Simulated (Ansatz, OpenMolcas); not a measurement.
## SiH3O (SMILES [O][SiH3]): methods side by side

SiH3O: 5 atoms, total charge 0, spin state doublet. SMILES: `[O][SiH3]`. Geometry: relaxed at GFN2-xTB.

Each level gives the vertical ionisation energy (to the singlet cation) (eV). The values are calculated.

```csv
level,kind,program,value (eV),less FCI/STO-3G,CPU time (all runs)
UHF/STO-3G,Hartree–Fock,Ansatz,10.87,+2.06,0.34 s
USVWN5/STO-3G,LDA,Ansatz,9.41,+0.60,3.4 s
UB3LYP/STO-3G,global hybrid,Ansatz,10.25,+1.44,6.3 s
U-wB97M-V/STO-3G,range-separated hybrid,Ansatz,10.23,+1.42,96 s
UCAM-B3LYP/STO-3G,range-separated hybrid,Ansatz,10.46,+1.65,7.4 s
UB2PLYP/STO-3G,double hybrid,Ansatz,10.07,+1.26,8.4 s
UMP2/STO-3G,perturbation theory,Ansatz,10.05,+1.24,0.45 s
UBCCD(T)/STO-3G,coupled cluster or CI,Ansatz,9.05,+0.24,0.79 s
FCI/STO-3G,exact in the basis,OpenMolcas,8.81,0.00,27 s
```

FCI/STO-3G is exact within its basis and frozen core, so for wave-function methods in that basis the difference is their error; functionals converge differently with the basis, so for them it is only a difference. The values span 8.81 to 10.87 eV. All rows use very small basis sets, so none should be taken for the real molecule's value. Times are those of the runs behind each value, whatever else they computed, on shared processors of several kinds: orders of magnitude only.

Every approximate level places the singlet cation higher above the radical than full CI does, with Hartree–Fock furthest off at +2.06 eV. This is the reverse of the usual Hartree–Fock error, in which the neutral's extra correlation energy is missed and the ionisation energy comes out too low. The likely reason is the character of the cation. Ionisation leaves two electrons in a nearly degenerate pair of oxygen 2p orbitals, and a singlet of that kind needs at least two determinants. A single closed-shell determinant mixes in higher singlet character and lies too high.

Second-order perturbation theory recovers less than half of the Hartree–Fock error, while coupled cluster recovers most of it but still retains +0.24 eV, consistent with strong static correlation. The local functional's relative closeness to full CI is no evidence that it describes this open-shell character properly.

The same orbital picture favours a triplet cation by Hund's rule, so the singlet values don't establish the radical's first ionisation energy.
